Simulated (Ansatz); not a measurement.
## Ligand exchange: GeH2(CH3)2 + C3H9BS → GeH2(CH3)(SH) + C4H11B

Species: GeH2(CH3)2, singlet; C3H9BS `CC(C)BS`, singlet; GeH2(CH3)(SH), singlet; C4H11B `CBC(C)C`, singlet. The partners trade CH3 for SH: Ge–CH3 and B–SH bonds give way to Ge–SH and B–CH3.

Shapes, held fixed at every level: PBE0-D4/def2-TZVP. Flexible molecules stand in one conformer, not always the lowest. Programs: Ansatz 0.2.0. The zero-point and thermal change to 298 K, harmonic and unscaled (PBE0-D4/def2-TZVP), is -2.9 kJ/mol.

```csv
level,kind,ΔH(298 K) (kJ/mol),less CCSD(T)/def2-TZVPP
HF/def2-SVP,Hartree–Fock,+20.3,-14.6
B3LYP-D4/def2-TZVPP,global hybrid,+27.1,-7.8
BHLYP-D4/def2-TZVPP,global hybrid,+22.9,-12.0
r2SCAN0-D4/def2-TZVPP,global hybrid,+27.0,-7.9
wB97M-V/def2-TZVPP,range-separated hybrid,+26.4,-8.5
MP2/def2-TZVPP,perturbation theory,+36.3,+1.4
CCSD(T)/def2-TZVPP,coupled cluster or CI,+34.9,0.0
```

The highest level, CCSD(T)/def2-TZVPP, gives ΔH(298 K) = +34.9 kJ/mol; the levels span +20.3 to +36.3. The column of differences is taken from that level and isn't an error. No measured value is set beside it here. Relativity is left out for Ge unless named. Correlated rows may include outer-core shells of Ge, which these sets cover unevenly.

The exchange is endothermic at every level, so the SH group favours boron and the methyl group germanium, and the small thermal term doesn't affect that preference. The main reason is probably π donation. In the thioborane, a sulfur lone pair delocalises into the formally empty p orbital on boron. Methyl can offer only weaker hyperconjugation in its place, and four-coordinate germanium has no comparably low-lying acceptor orbital to restore the lost stabilisation. Bond polarity is a less likely cause, since carbon and sulfur have similar electronegativities.

The size of the preference is less settled than its sign. MP2 lies within 1.4 kJ/mol of coupled cluster, while all four hybrids fall below it by 7.8 to 12.0 kJ/mol, so their mutual agreement is no guide to accuracy. The Hartree–Fock shortfall can't be assigned to missing correlation alone, because the basis is also smaller. The enthalpy measures a difference in group preference between the two centres, and doesn't establish the strength of any individual Ge–S or B–S bond.
